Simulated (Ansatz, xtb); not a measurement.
**Ligand exchange: SiH3Cl + C2H2FI → SiH3I + C2H2ClF**

Species: SiH3Cl (chlorosilane) `[SiH3]Cl`, singlet; C2H2FI `F/C=C/I`, singlet; SiH3I `[SiH3]I`, singlet; C2H2ClF (1-chloro-2-fluoroethylene) `F/C=C/Cl`, singlet. The partners trade Cl for I: Si–Cl and C–I bonds give way to Si–I and C–Cl.

Shapes, held fixed at every level: PBE0-D4/def2-TZVP. Programs: Ansatz 0.2.0, xtb 6.7.1. The zero-point and thermal change to 298 K, harmonic and unscaled (PBE0-D4/def2-TZVP), is +0.2 kJ/mol.

```csv
level,kind,ΔH(298 K) (kJ/mol),less CCSD(T)/def2-TZVPP
GFN0-xTB,semi-empirical,-0.7,-32.7
PBE-D4/def2-TZVPP,GGA,+21.4,-10.6
B3LYP-D4/def2-TZVPP,global hybrid,+27.6,-4.4
BHLYP-D4/def2-TZVPP,global hybrid,+26.7,-5.3
PBE0-D4/def2-TZVPP,global hybrid,+20.8,-11.2
MP2/def2-SVP,perturbation theory,+21.7,-10.3
MP2/def2-TZVPP,perturbation theory,+33.4,+1.4
CCSD(T)/def2-SVP,coupled cluster or CI,+19.9,-12.1
CCSD(T)/def2-TZVPP,coupled cluster or CI,+32.0,0.0
```

The highest level, CCSD(T)/def2-TZVPP, gives ΔH(298 K) = +32.0 kJ/mol; the levels span -0.7 to +33.4. They disagree on the sign: 8 of 9 are positive. The column of differences is taken from that level and isn't an error. No measured value is set beside it here. For atoms past krypton def2 sets carry core potentials with scalar relativity. Correlated rows may include outer-core shells of I, which these sets cover unevenly.

The exchange is endothermic at every density-functional and wavefunction level, so chlorine prefers silicon and iodine is left on carbon. The thermal term is only +0.2 kJ/mol, which makes this a preference of electronic energy. Silicon is more electropositive than a vinylic carbon, so its bond to chlorine gains more from charge transfer and electrostatic attraction. Replacing chlorine by the larger, less electronegative iodine therefore costs more at silicon than is recovered at carbon.

MP2 and CCSD(T) nearly agree within each basis, and both rise by a similar amount from def2-SVP to def2-TZVPP. The reaction energy is thus more sensitive to the basis than to correlation beyond second order, and the closeness of PBE0 to the small-basis coupled-cluster value is probably fortuitous. PBE and PBE0 almost coincide, as do B3LYP and BHLYP, so the share of exact exchange matters little here. The near-zero GFN0-xTB value probably reflects an underestimated polar contribution to the Si–Cl bond. The direction of exchange is well supported, but nothing follows about its barrier.
